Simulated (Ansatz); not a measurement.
# Mg: pressure against volume scale

Results calculated with Ansatz 0.2.0, not measured. Periodic Kohn-Sham DFT of a crystal at fixed atoms, scaled to volume_scale times the given cell; pressure positive in compression, energy less spherical unpolarised free atoms, largest_vzz the field gradient of largest size among the nuclei.

The cell before it is scaled or strained (space group Im-3m, No. 229):
```
cell vectors (Å)
  -1.4765     1.4765     1.4765
   1.4765    -1.4765     1.4765
   1.4765     1.4765    -1.4765
atoms (fractions of the cell vectors)
Mg  0.00000  0.00000  0.00000
```

Settings of every row: method frozen-core PAW; functional LDA; relativity scalar; k mesh 19x19x19; filling fermi-dirac; smearing width 0.03 eV; wave cutoff 420 eV; paw set soft_2.

Atom start moment: 0 on all atoms.

Limits: PAW files made with PBE; all rows lie far from zero pressure.

| row | volume scale | V (Å³/atom) | pressure (GPa) |
| --- | --- | --- | --- |
| 1 | 0.94 | 12.103 | 70.007 |
| 2 | 0.96 | 12.36 | 64.772 |
| 3 | 0.98 | 12.618 | 59.939 |
| 4 | 0.99 | 12.747 | 57.662 |
| 5 | 1 | 12.875 | 55.473 |
| 6 | 1.01 | 13.004 | ? |
| 7 | 1.02 | 13.133 | 51.339 |
| 8 | 1.04 | 13.39 | 47.51 |
| 9 | 1.06 | 13.648 | 43.959 |

Question: what pressure should row 6 give?

Worked fit of pressure. Take u = (V_r/V)^(2/3) − 1 with V_r = 12.811 Å³ an atom, which is twice the finite (Eulerian) strain; such expansions in the strain, on which the Birch-Murnaghan equation of state is built, carry the rest volume and the bulk modulus. The shown rows have u = 0.03863, 0.02418, 0.01017, 0.00334, -0.00332, -0.01641, -0.02904, -0.04131. Least squares give pressure = 56.5568 + 327.181 × u + 539.34 × u² GPa; a straight line predicts inner rows, each left out in turn, worse (root mean square 0.27 against 0.0081 GPa). The rows lie off it by 0.006, -0.011, -0.001, 0.006, -0.004, 0.006, 0.000, -0.002 (root mean square 0.0056 GPa). The withheld row has u = -0.00992, so the fit gives 56.5568 + 327.181 × (-0.00992) + 539.34 × (-0.00992)² = 53.364 GPa.

The calculation gave 53.366 GPa. The fit lies 0.002 GPa (0.0077 % of the column's range) below it; its largest miss of a shown row is 0.011 GPa.
